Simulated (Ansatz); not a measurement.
Telling isomers of CH8AlNSi apart by their spectra

These gas-phase data were calculated for one isomer of CH8AlNSi at BLYP-D3(BJ)/def2-SVP (harmonic, unscaled wavenumbers; equilibrium rotational constants with average atomic masses):

| Quantity | Value |
| --- | --- |
| rotational constants | 8.211, 2.111, 1.732 GHz |
| all wavenumbers above 1500 cm⁻¹ | 3432, 3043, 3011, 2942, 2179, 2139, 2128, 1879 |

Candidates:

(1) `C[SiH2][NH][AlH2]`, a singlet
(2) `[CH3][AlH][NH][SiH3]`, a singlet

Problem. Which candidate do the data belong to?

Solution. Candidate (2). 3 modes lie between 2000 and 2380 cm⁻¹, one for each Si–H bond, while (1) has 2.

The same quantities for all candidates:

```
     rotational constants (GHz)                     wavenumbers above 1500 cm⁻¹  E above the lowest, BLYP-D3(BJ)/def2-SVP (kcal/mol)
(1)         11.87, 1.807, 1.744  3433, 3042, 3033, 2951, 2170, 2128, 1908, 1890                                                  0.0
(2)         8.211, 2.111, 1.732  3432, 3043, 3011, 2942, 2179, 2139, 2128, 1879                                                  0.0
```

Harmonic stretches to hydrogen usually lie a few per cent above observed fundamentals. Each candidate is one conformer. Programs: Ansatz 0.2.0.

The stretches above 1500 cm⁻¹ effectively count the hydrogens on each heavy atom. Al–H lies below Si–H because aluminium is more electropositive and forms a longer, softer bond to hydrogen; the reduced masses are almost the same. Moving the methyl group from silicon to aluminium therefore turns one Al–H stretch into an Si–H stretch, leaving only the 1879 cm⁻¹ mode in the lower group. The N–H stretch hardly responds, since nitrogen bridges silicon and aluminium in both isomers.

The rotational constants also separate the two structures, but not through connectivity alone. Their inertial relations suggest a nearly planar heavy-atom skeleton for (2) and a twisted one for (1), so part of the large difference in the first constant is probably conformational. The equal energies suggest that exchanging Si–C and Al–H bonds for Al–C and Si–H bonds is nearly thermoneutral here. Energy thus gives no basis for the assignment, and the near-degeneracy says nothing about the barrier to interconversion.
